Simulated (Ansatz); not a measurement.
SrSn2As2: the change of energy above lowest point and pressure with volume scale

Results calculated with Ansatz 0.2.0, not measured. Free energy against uniform scaling of the volume at fixed shape and fractions; periodic cell, basis, potentials, k mesh and filling as listed.

The cell before it is scaled or strained (space group R3m, No. 160):
```
cell vectors (Å)
   2.1205     1.2243     8.9878
  -2.1205     1.2243     8.9878
   0.0000    -2.4486     8.9878
atoms (fractions of the cell vectors)
Sr  0.79180  0.79180  0.79180
Sn  0.00000  0.00000  0.00000
Sn  0.58310  0.58310  0.58310
As  0.38480  0.38480  0.38480
As  0.20000  0.20000  0.20000
```

Settings of every row: functional LDA; dispersion none; potentials PAW; wave cutoff 420 eV; density cutoff 1680 eV; k mesh 6x6x6; k shift 0x0x0; occupations fixed; smearing width 0 eV; spin none.

Limits: coarse k mesh, up to 40 meV an atom off.

```
row  volume scale  V (Å³/atom)  energy above lowest point (meV/atom)  pressure (GPa)
  1        0.9221       25.819                                     ?               ?
  2        0.9481       26.547                                     0           -0.39
  3         0.974       27.272                                     5            -1.8
  4             1           28                                  16.1           -3.03
  5         1.026       28.728                                  32.3           -4.08
  6        1.0519       29.453                                  52.9           -4.99
```

Question: what energy above lowest point and pressure should row 1 give?

Worked fit of energy above lowest point. Take u = (V_r/V)^(2/3) − 1 with V_r = 28 Å³ an atom, which is twice the finite (Eulerian) strain; such expansions in the strain, on which the Birch-Murnaghan equation of state is built, carry the rest volume and the bulk modulus. The shown rows have u = 0.03616, 0.01772, 0, -0.01697, -0.03317. Least squares give energy above lowest point = 16.07 − 792.2 × u + 9600 × u² meV/atom; a straight line predicts inner rows, each left out in turn, worse (root mean square 5.4 against 0.058 meV/atom). All shown rows lie on it to the printed digit. The withheld row has u = 0.05555, so the fit gives 16.07 − 792.2 × (0.05555) + 9600 × (0.05555)² = 1.7 meV/atom.

The calculation gave 1.9 meV/atom. The fit lies 0.2 meV/atom (11 % of the value, 0.38 % of the column's range) below it; its largest miss of a shown row is 0.0 meV/atom. This row lies beyond the range of the fit.

Worked fit of pressure. Take u = (V_r/V)^(2/3) − 1 with V_r = 28 Å³ an atom, which is twice the finite (Eulerian) strain; such expansions in the strain, on which the Birch-Murnaghan equation of state is built, carry the rest volume and the bulk modulus. The shown rows have u = 0.03616, 0.01772, 0, -0.01697, -0.03317. Least squares give pressure = −3.027 + 65.72 × u + 198.6 × u² GPa; a straight line predicts inner rows, each left out in turn, worse (root mean square 0.11 against 0.0057 GPa). The rows lie off it by 0.00, 0.00, 0.00, 0.01, 0.00. The withheld row has u = 0.05555, so the fit gives −3.027 + 65.72 × (0.05555) + 198.6 × (0.05555)² = 1.24 GPa.

The calculation gave 1.26 GPa. The fit lies 0.02 GPa (1.6 % of the value, 0.32 % of the column's range) below it; its largest miss of a shown row is 0.01 GPa. This row lies beyond the range of the fit.
